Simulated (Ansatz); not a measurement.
Volume change from BLYP to PBEsol

All results are calculated (Ansatz 0.2.0). Plane-wave density functional theory with scalar-relativistic PAW datasets made under PBE, Fermi-Dirac smearing, no dispersion term; cell and atoms of an element relax within their symmetry, lengths and angles are those of the given vectors, site moments in spheres, pressure positive in compression.

Settings of every row: spin polarised no; wave cutoff 420 eV; smearing width 0.1 eV; volume held no.

Limits: cells from prototypes or lists of computed structures, which needn't be the stable phases (all rows).

Limits of some rows: relaxed far from the starting structure (Li, Cr, Ru); the mesh lowers the symmetry that the run keeps (Li, Ru); held non-magnetic: a magnetic state may lie lower (Co, Cr).

Each row is one system, relaxed from the same start, with functional BLYP and with PBEsol. The rows are a selection: systems with far-off first values are left out.

| row | formula | space group | atoms in the cell | V at the start (Å³/atom) | k mesh | BLYP (%) | PBEsol (%) |
| --- | --- | --- | --- | --- | --- | --- | --- |
| 1 | Li | I4_1/amd (141) | 2 | 22.69 | 12x12x8 | -11.74 | -10.86 |
| 2 | Co | P6/mmm (191) | 3 | 11.07 | 9x9x13 | -0.14 | -8.53 |
| 3 | V | Pm-3m (221) | 1 | 14.93 | 13x13x13 | 1.71 | ? |
| 4 | Cr | P6/mmm (191) | 3 | 11.99 | 9x9x13 | 2.20 | -4.77 |
| 5 | Zr | P6/mmm (191) | 3 | 23.28 | 7x7x10 | 2.77 | -4.59 |
| 6 | Hf | Fm-3m (225) | 1 | 22.38 | 12x12x12 | 3.53 | -3.58 |
| 7 | Ru | I4_1/amd (141) | 2 | 14.23 | 14x14x10 | 9.07 | 0.27 |
| 8 | Mo | Pm-3m (221) | 1 | 16.83 | 12x12x12 | 9.63 | 1.38 |
| 9 | Pt | P6/mmm (191) | 3 | 15.09 | 8x8x12 | 12.98 | 2.06 |
| 10 | Cu | Pm-3m (221) | 1 | 12.76 | 13x13x13 | 16.11 | 3.00 |

Question: what volume change should V (row 3) have with PBEsol?

Worked estimate. Take the shift, the second value less the first: 0.88, -8.39, -6.97, -7.36, -7.11, -8.80, -8.25, -10.92, -13.11 % in the shown rows, -7.781 % in the mean. It follows the first value, whose mean is 4.934 %: the sums about the means are S_xx = 546.7 and S_xy = -236.6, so the slope is -0.433, and the standard deviation about this line is 1.40 % (about the mean alone 3.81). For the withheld row the shift is -7.781 − 0.433 × (1.71 − 4.934) = -6.39 %, which gives 1.71 − 6.39 = -4.68 %.

The calculation gave -6.18 %, a shift of -7.89. The estimate is 1.50 % too high, within two standard deviations; taking the first value unchanged would miss by 7.89 %.
